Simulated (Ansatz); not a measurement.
## From C to Sn: the atomisation energy (no zero-point term)

Gas-phase molecules, one atom swapped for its congeners: C3H8O `CCOC`; C2H8OSi `CCO[SiH3]`; C2H8GeO `CC[O][GeH3]`; C2H8OSn `CC[O][SnH3]`. All are singlets with charge 0.

Shapes, held fixed at every level: PBE0-D4/def2-TZVP. Flexible molecules stand in one conformer, not always the lowest. Programs: Ansatz 0.2.0. Values in eV.

```tsv
level	C3H8O	C2H8GeO	C2H8OSn
BHLYP-D4/def2-TZVPP	46.32	42.20	40.56
PBE0-D4/def2-TZVPP	47.65	43.12	41.47
r2SCAN0-D4/def2-TZVPP	47.01	42.80	41.09
MP2/def2-SVP	45.75	41.36	39.57
MP2/def2-TZVPP	46.93	42.73	40.88
CCSD(T)/def2-SVP	45.55	41.27	39.53
CCSD(T)/def2-TZVPP	46.48	42.51	40.85
```

(1) Estimate the column for C2H8OSi from its neighbours.

Answers

(1) The mean of the neighbours at CCSD(T)/def2-TZVPP is 44.49 eV, against 44.17 from the run. All rows: BHLYP-D4/def2-TZVPP 44.22; PBE0-D4/def2-TZVPP 44.95; r2SCAN0-D4/def2-TZVPP 44.67; MP2/def2-SVP 42.98; MP2/def2-TZVPP 44.47; CCSD(T)/def2-SVP 42.87; CCSD(T)/def2-TZVPP 44.17 eV. At CCSD(T)/def2-TZVPP the atomisation energy falls at every step, from 46.48 to 40.85 eV. Every level shows the same order. For atoms past krypton def2 sets carry core potentials with scalar relativity. Relativity is left out for Ge. Outer-core shells of Ge, Sn are correlated in most correlated rows, in sets that cover them unevenly. Spin-orbit coupling, which grows down the group, is left out (summed over each molecule's free atoms 0.02, 0.04, 0.14, 0.32 eV). Coupled cluster in double- or triple-zeta sets underbinds by a few per cent against its basis-set limit.

The atomisation energy falls from carbon to tin, and the step from carbon to silicon is the largest at every level. Since the ethyl group and the oxygen stay in place, the change comes mainly from three X–H bonds and one X–O bond. Down the group the valence orbitals become more diffuse and overlap less with hydrogen 1s, so the X–H bonds weaken.

The X–O bond doesn't follow the same course: Si–O is normally stronger than C–O, helped by its greater polarity. The loss in the three Si–H bonds probably outweighs this gain, which would explain why the total still drops at silicon. The lower total is therefore no sign of a weaker Si–O bond. Spin-orbit stabilisation of the free atoms would steepen the decline, not reverse it. How easily the X–O bond breaks is a separate question, which would need the energies of the relaxed fragments.
